**Q:** This is a slab of six NiAl planes, and I want to know where the electrons just below the Fermi level sit. How do I read the table?

Ansatz 0.2.0, plane-wave PAW density functional theory with PBE: clean AlNi(110) slab of six planes, upper half relaxed; cutoff 420 eV, 17 × 12 × 1 k mesh, Gaussian smearing 0.1 eV, no spin polarization. Shares are for states from −0.25 to 0 eV relative to the Fermi level, every state counted full; heights are measured from the top atom.

```tsv
row	plane share	plane formula	plane height (Å)
1	0.196	AlNi	-10.327
2	0.139	AlNi	-8.290
3	0.155	AlNi	-6.252
4	0.159	AlNi	-4.192
5	0.153	AlNi	-2.147
6	0.198	AlNi	-0.094
```

**A:** Each row is one atomic plane of the same slab, counted from the bottom up. The plane share is the fraction of the window's states that lies on that plane, and the plane height is measured from the topmost atom. Every plane has the same formula, AlNi, so composition can't cause any difference between rows. If position made no difference either, each plane would hold one sixth, or 0.167.

**Q:** Then the two outer planes stand out. By how much?

**A:** Row 1 at the bottom and row 6 at the top each hold about 0.20, while the four inner planes average 0.15. An end plane thus holds about 1.3 times as much as an inner one. In absolute terms, row 6 carries 0.37 states per cell, against 0.31 for an even split.

**Q:** States near the Fermi level that pile up at the surface: isn't that a surface state?

**A:** It could look like one, so ask what a surface state would do. It would raise the end plane at its own energy more than at others, and its weight would usually fade over several planes. Here rows 2 and 5, just inside the ends, hold no more on average than the two middle planes.

The energy test is more telling. The same calculation gives seven other windows between −2 and 1.5 eV, and there the end planes hold on average 1.36 times as much as the inner ones. The window below the Fermi level, with its 1.3, is not special. A surface state may still hide in it, because the share adds up electrons moving in every direction along the surface. To find one, you would look at single levels and ask which of them sit mainly on the outer planes.

**Q:** If the excess turns up in the other windows too, what causes it?

**A:** Part of the answer is probably that an end plane has more room. An inner plane is hemmed in by neighbours on both sides, but an end plane borders on vacuum, and wave functions leak some way into it. If that leaked density is credited to the nearest plane, the end plane gains.

You can estimate the gain for row 6. An electron at the Fermi level faces a barrier equal to the work function φ, which is 4.76 eV at the top face. If it has no motion along the surface, its wave function falls off as exp(−κz), where z is the distance into the vacuum, and its density falls off twice as fast:

κ = √(2mφ)/ħ ≈ 1.12 Å⁻¹, so the density decays over 1/(2κ) ≈ 0.45 Å.

The planes are about 2.05 Å apart. Let each own one such thickness of uniform density, and give each end plane the tail as well. Row 6 then owns 2.05 + 0.45 = 2.50 Å out of about 13.2 Å, which is a share of 0.19. The calculation gives 0.198.

**Q:** That is close. Does it settle the matter?

**A:** No, though it does show that a tail of ordinary length could give an excess of the right order. No constant was adjusted to the shares, and over all six rows the typical miss is 0.008, against 0.022 for an even split; the printed output after this text has the details. But I assumed that the metal ends half a spacing beyond the last plane and that the tail starts there at the full inner density. A real density is expected to thin out before that point, so the true gain is probably smaller. I also left out motion along the surface, which shortens the tail. How the program divides space between planes isn't stated. The PBE potential is also rough where the density is thin, which is just where the tail lies.

Two other windows warn against making the tail the whole story. From −0.5 to −0.25 eV, row 6 drops to 0.16, below the two middle planes, although its electrons leak out there too. From −2 to −1 eV, where compact Ni 3d orbitals are known to dominate and should leak little, each end plane still holds about one electron or more above an even split.

That extra electron is a clue. A metal screens charge well, so each of these AlNi planes should stay nearly neutral, tail included, and an end plane can't gain electrons at every energy. What it gains here it must largely lose deeper down, below −2 eV. Surface atoms are expected to behave this way: they have fewer neighbours, which narrows their local bands and moves states in energy. Near the Fermi level the tail and this shift may both count, and the shares alone can't say how much each adds.

**Q:** The top half of the slab was relaxed and the bottom half held at bulk positions. Rows 1 and 6 are nearly equal, so does relaxation not matter?

**A:** Look one window higher, from 0 to 0.25 eV: the bottom plane holds 0.23 and the top plane 0.18. Cut straight from the bulk, this slab would have two equivalent faces, and symmetry would make their shares equal at every energy. The difference must therefore come from the relaxation, which lifts the top Al atoms about 0.2 Å above the Ni atoms. How large it looks in one narrow window also depends on which few levels fall inside. The two faces are also nearly equal in the three windows above 0.25 eV, but that is no general rule.

**Q:** Which digits can I trust, and what would change with a thicker slab or another metal?

**A:** Trust the contrast between end and inner planes, but not the third decimal. The window holds only 190 levels of the full k mesh, and symmetry makes them enter in groups of up to four. One such group crossing the window's edge could move a share by about 0.017 if it sat wholly on one plane; real levels spread out and do less. Inner shares also change by up to about 0.02 from this window to the next one on either side, so the order of rows 2 to 5 deserves no explanation. There is no denser mesh here to compare with, and the run warns that its highest levels are only loosely converged, so the upper windows deserve some caution too.

With twice as many planes, every share would fall to roughly half, simply because the total is spread over more planes. The number of states on an end plane should change much less, so compare that number when slabs differ in thickness. For another metal, the shift of states would need a new calculation, but the tail's part depends mainly on two lengths. A lower work function lengthens the tail, but only as 1/√φ, so halving the barrier stretches it by a factor of about 1.4. Planes packed closer together make the same tail count for more, because each inner plane then owns less room.

The analysis program printed:

```
Shares and models:
  row  share  states on plane  vacuum tail model  mean of other windows
    1  0.196           0.3651             0.1889                 0.2112
    2  0.139           0.2589             0.1554                 0.1491
    3  0.155           0.2887             0.1554                 0.1463
    4  0.159           0.2962             0.1554                 0.1487
    5  0.153            0.285             0.1554                 0.1515
    6  0.198           0.3688             0.1894                 0.1933
Shares in the other windows (eV):
  row  -2 to -1  -1 to -0.5  -0.5 to -0.25  0 to 0.25  0.25 to 0.5  0.5 to 1  1 to 1.5
    1    0.2202       0.237         0.1881     0.2294       0.2071    0.1968    0.1996
    2    0.1385      0.1519         0.1476     0.1564       0.1485    0.1515     0.149
    3    0.1351      0.1392          0.178     0.1345       0.1357    0.1511    0.1505
    4    0.1423      0.1302         0.1759     0.1468       0.1429    0.1512    0.1514
    5    0.1579      0.1359         0.1482     0.1538       0.1641    0.1535    0.1473
    6     0.206      0.2058         0.1623     0.1792       0.2017    0.1959    0.2022
Mean share of the two end planes: 0.197
Mean share of the four inner planes: 0.1515
Ratio of end to inner mean share: 1.3
Same ratio averaged over the other seven windows: 1.358
Mean share of planes next to the ends less that of the two middle planes: -0.011
Decay length of the density outside the top face (angstrom): 0.4475
Ratio of end to inner share in the vacuum tail model: 1.217
Rms miss of an even split: 0.02232
Rms miss of the vacuum tail model: 0.008299
Rms miss of the mean pattern of the other windows: 0.009469
Bottom less top share in the window 0 to 0.25 eV: 0.0502
Levels of the full k mesh in the table's window: 190
Largest shift of an average share if one group of four equivalent levels enters: 0.01718
Largest change of an inner share to the next lower window: 0.023
Largest change of an inner share to the next higher window: 0.0205
```
